Cells of the Cu3Au type (L1_2, Pm-3m) with one atom on site A and three on site B, relaxed with their symmetry kept. Computed with Ansatz 0.2.0: r2SCAN, plane-wave PAW, scalar-relativistic, no spin polarisation, cutoff 500 eV. Energies are relative to the elements in their standard states, and valence electrons are counted per formula unit.

| formula | element on site A | Z A | element on site B | Z B | difference of Pauling electronegativities | valence electrons | volume per atom (Å³) | shortest distance (Å) | energy over elements (eV/atom) |
| --- | --- | --- | --- | --- | --- | --- | --- | --- | --- |
| SiGe3 | Si | 14 | Ge | 32 | 0.11 | 16 | 18.06 | 2.945 | 0.681 |
| Ge3S | S | 16 | Ge | 32 | 0.57 | 18 | 19.02 | 2.996 | 0.616 |
| Te3S | S | 16 | Te | 52 | 0.48 | 24 | 25.10 | 3.287 | 0.692 |
| Si3Ge | Ge | 32 | Si | 14 | 0.11 | 16 | 15.49 | 2.798 | 0.789 |
| Te3Se | Se | 34 | Te | 52 | 0.45 | 24 | 26.24 | 3.335 | 0.603 |
| TeS3 | Te | 52 | S | 16 | 0.48 | 24 | 18.82 | 2.985 | 1.075 |
| TeSe3 | Te | 52 | Se | 34 | 0.45 | 24 | 22.22 | 3.156 | 0.767 |

The separate elements are the more stable competitor in every row. The energy over elements is the energy of the cell minus that of its pure elements in their standard states, so a positive value means that the cell could lower its energy by separating. The smallest value, for Te₃Se, is still 0.60 eV per atom. Among the cells themselves a second order appears: when the same two elements swap places, the cell with three atoms of the lighter element lies higher. This holds for all three swapped pairs, Si/Ge, S/Te and Se/Te.

Two limiting cases suggest why. In an ideal metal the valence electrons are shared among many neighbours and bonding has little direction, so a close-packed cell costs almost nothing. In an ideal covalent solid each atom has a few short, strong bonds, and twelve equal neighbours destroy them. The elements here stand near the second limit: silicon and germanium form fourfold networks, sulfur forms rings, and selenium and tellurium form chains. In Si₃Ge the shortest distance is 2.80 Å, against roughly 2.4 Å in ordinary silicon, so many long contacts have replaced four short bonds.

Down a group of the periodic table, atoms grow, their covalent bonds weaken, and the elements come closer to being metals. Germanium therefore gives up less than silicon when it is forced into close packing, and tellurium less than selenium or sulfur. The swapped pairs follow this order: Si₃Ge lies 0.11 eV per atom above SiGe₃, TeSe₃ 0.16 above Te₃Se, and TeS₃ 0.38 above Te₃S. The gap is widest for sulfur and tellurium, which also differ most in size. A misfit, with the larger atom squeezed among smaller ones, may therefore add to the cost, and the swapped pairs alone can't separate the two causes. The difference of electronegativities and the number of valence electrons can't be the reason, because both are identical within a pair.

A swap changes the composition as well as the sites, so it doesn't reveal which site an element prefers. Putting sulfur in the place of selenium beside tellurium, by contrast, keeps both the site and the proportions fixed. Per exchanged atom, sulfur costs 0.36 eV more than selenium on the one-atom site and 0.41 eV more on the three-atom site. The similar values suggest that the extra penalty belongs mainly to the element. It depends only weakly on the element's site and share of the cell, which change together here.

Ge₃S breaks the simple picture. Sulfur is the costliest majority element in the table, yet putting it in place of the silicon atom in SiGe₃ lowers the energy over elements by 0.26 eV per exchanged atom. Standard chemistry offers a reason: germanium can give electrons to sulfur, whose p shell lacks two, whereas tellurium lacks two electrons itself and is a poor donor. The electronegativity difference alone would hardly reveal this, being 0.57 for Ge/S and 0.48 for Te/S. No charges or densities of states are available to test the explanation. The same bonding also creates a stronger competitor, since germanium and sulfur form the stable compound GeS, and Ge₃S would have to beat a mixture of GeS and germanium as well as the elements.

How safe the order within a pair is depends partly on the reference energies of the elements. Suppose that the energy of solid sulfur is wrong by x per atom. TeS₃ is three quarters sulfur and Te₃S one quarter, so their energies shift by 3x/4 and x/4, and the gap between them changes by x/2. To reverse the pair, the references of sulfur and tellurium must therefore be wrong relative to each other by twice the gap, or 0.77 eV per atom. The attraction between sulfur rings, which the functional describes incompletely because it lacks long-range dispersion, amounts to only about 0.1 eV per atom by a rough recalled value.

The other two pairs have less room. A relative reference error of 0.33 eV per atom would reverse Se/Te, and 0.22 would reverse Si/Ge. Silicon and germanium share the same crystal structure, so part of the functional's error should cancel between them. For tellurium, spin-orbit coupling is missing, and its effect on the gap is unknown here. An error in the close-packed cells themselves would act on the gap directly. So would a magnetic moment in one of them, which these runs without spin polarisation exclude. A second functional would show how much the gap depends on this choice, and a more accurate method would be needed to measure the error itself. The k meshes are a minor concern, as even the smallest pair gap is 27 times their noise of about 4 meV per atom.

Comparisons between different chemistries are much less secure. Ge₃S lies only 13 meV per atom above Te₃Se, and Te₃S only 11 meV above SiGe₃. These differences exceed the mesh noise, but they rest on different elemental references whose errors need not cancel. They should be read as ties.

Heating is a poor way to make the cells win over the elements. At 1000 K the thermal energy kT is 0.09 eV. Softer vibrations typically give a solid an extra entropy of at most about k per atom, so the gain falls far short of the 0.60 eV needed even in the best case. Sulfur, selenium and tellurium also melt below this temperature, which favours the separate elements. Pressure is more effective because the close-packed cells are denser. Their contacts are longer than covalent bonds, but they leave no open channels or gaps between rings and chains.

The pressure can be estimated by asking when the work saved by the smaller volume equals the energy penalty, P ≈ ΔE/ΔV. Here ΔE is the energy over elements and ΔV the volume saved per atom. For Te₃Se, rough recalled volumes of 34 Å³ per atom for tellurium and 27 Å³ for selenium give an average of (3 × 34 + 27)/4 ≈ 32 Å³. The cell takes 26 Å³, so ΔV ≈ 6 Å³ and P ≈ 0.60/6 = 0.1 eV/Å³, or about 16 GPa. The other rows also give values of the order of 10 GPa, and the output below lists them beside the energy differences; no parameter was fitted.

This estimate keeps the volume saving fixed. Sulfur, selenium and tellurium have weak contacts between their rings or chains and are easy to compress, so for the four cells with tellurium the saving should shrink and the pressure needed should rise. Silicon and germanium have stiff networks, which leaves the direction open for the other rows. Before the balancing pressure is reached, the elements may also change into denser forms of their own, metallic ones in the case of silicon, germanium and tellurium, and this would remove much of the advantage. For the cells with tellurium the estimate is therefore best read as a lower limit, and in no row does it promise that an ordered Cu₃Au-type compound will form.

At ordinary pressure a further obstacle remains. The calculation kept the cubic symmetry, so the atoms had no freedom to move towards fewer and shorter bonds. If such a distortion lowers the energy, the cell is no longer of this type, and the order within a pair could change if one member gains more than the other. No vibrational calculation is available to decide this. In practice, none of these seven cells is a sensible target for ordinary synthesis, and a majority of the heavier element reduces the penalty without removing it.

Printed output of the fit:

```
Si3Ge above SiGe3 in eV per atom: 0.108
TeS3 above Te3S in eV per atom: 0.383
TeSe3 above Te3Se in eV per atom: 0.164
relative error of the Si and Ge references that reverses their pair in eV per atom: 0.216
relative error of the S and Te references that reverses their pair in eV per atom: 0.766
relative error of the Se and Te references that reverses their pair in eV per atom: 0.328
smallest pair gap over the mesh noise of 0.004 eV per atom: 27
cost of S in place of Se as minority beside Te in eV per replaced atom: 0.356
cost of S in place of Se as majority beside Te in eV per replaced atom: 0.4107
change on putting S in place of Si in the Ge-rich cell in eV per replaced atom: -0.26
Ge3S above Te3Se in meV per atom: 13
Te3S above SiGe3 in meV per atom: 11
Si3Ge above TeSe3 in meV per atom: 22
lowest energy over the elements in eV per atom: 0.603
highest energy over the elements in eV per atom: 1.075
thermal energy kT at 1000 K in eV: 0.08617
Rough volume saved against the elements and pressure to balance the energy:
    row  volume saved in A3 per atom  rough pressure in GPa
  SiGe3                         4.19                  26.04
   Ge3S                         4.73                  20.87
   Te3S                          6.9                  16.07
  Si3Ge                         5.26                  24.03
  Te3Se                         6.01                  16.08
   TeS3                         9.18                  18.76
  TeSe3                         6.53                  18.82
smallest rough balancing pressure in GPa: 16.07
largest rough balancing pressure in GPa: 26.04
```
